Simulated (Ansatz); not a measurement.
From C to Sn: the HOMO–LUMO gap

One atom is swapped for its congeners: CH4 (methane) `C`; SiH4 (silane) `[SiH4]`; GeH4 (germane) `[GeH4]`; SnH4 `[SnH4]`. All are singlets with charge 0.

Shapes, held fixed at every level: PBE0-D4/def2-TZVP. Programs: Ansatz 0.2.0. Values in eV.

```json
{"level": "r2SCAN-D4/def2-TZVPP", "CH4": "11.80", "GeH4": "9.44", "SnH4": "8.36"}
{"level": "B3LYP-D4/def2-TZVPP", "CH4": "12.07", "GeH4": "10.14", "SnH4": "9.28"}
{"level": "BHLYP-D4/def2-TZVPP", "CH4": "14.68", "GeH4": "12.70", "SnH4": "11.69"}
{"level": "PBE0-D4/def2-TZVPP", "CH4": "12.68", "GeH4": "10.73", "SnH4": "9.85"}
{"level": "wB97X-V/def2-TZVPP", "CH4": "17.12", "GeH4": "15.18", "SnH4": "14.02"}
{"level": "wB97M-V/def2-TZVPP", "CH4": "16.51", "GeH4": "14.67", "SnH4": "13.41"}
```

Question: Estimate the column for SiH4 from its neighbours.

Answer: The mean of the neighbours at wB97M-V/def2-TZVPP is 15.59 eV, against 14.86 from the run: the member lies nearer Ge. All rows: r2SCAN-D4/def2-TZVPP 9.57; B3LYP-D4/def2-TZVPP 10.49; BHLYP-D4/def2-TZVPP 13.02; PBE0-D4/def2-TZVPP 10.92; wB97X-V/def2-TZVPP 15.42; wB97M-V/def2-TZVPP 14.86 eV. At wB97M-V/def2-TZVPP the HOMO–LUMO gap falls at every step, from 16.51 to 13.41 eV. Every level shows the same order. For atoms past krypton def2 sets carry core potentials with scalar relativity. Relativity is left out for Ge unless named. Orbital gaps aren't excitation energies, and the LUMO depends on the basis.

The gap narrows down the group with every functional, but unevenly: silane lies close to germane, at 14.86 against 14.67 eV with wB97M-V, while methane stands well apart. Averaging the neighbours therefore overestimates the silane gap. Carbon's 2p shell has no inner p shell beneath it and is compact, so it forms short, strong C–H bonds with deep-lying bonding orbitals. In the heavier hydrides the valence p orbitals are higher in energy and more diffuse, which raises the E–H bonding HOMO, while E–H antibonding character probably helps to lower the LUMO. The small step from Si to Ge fits the poor shielding by germanium's filled 3d shell, which keeps its valence orbitals nearly as compact and tightly bound as silicon's.

The ordering is thus insensitive to the functional, but the size of the gap is not, probably because the share and range of exact exchange shift occupied and empty levels differently. Without separate orbital energies, the narrowing can't be apportioned between a rising HOMO and a falling LUMO.
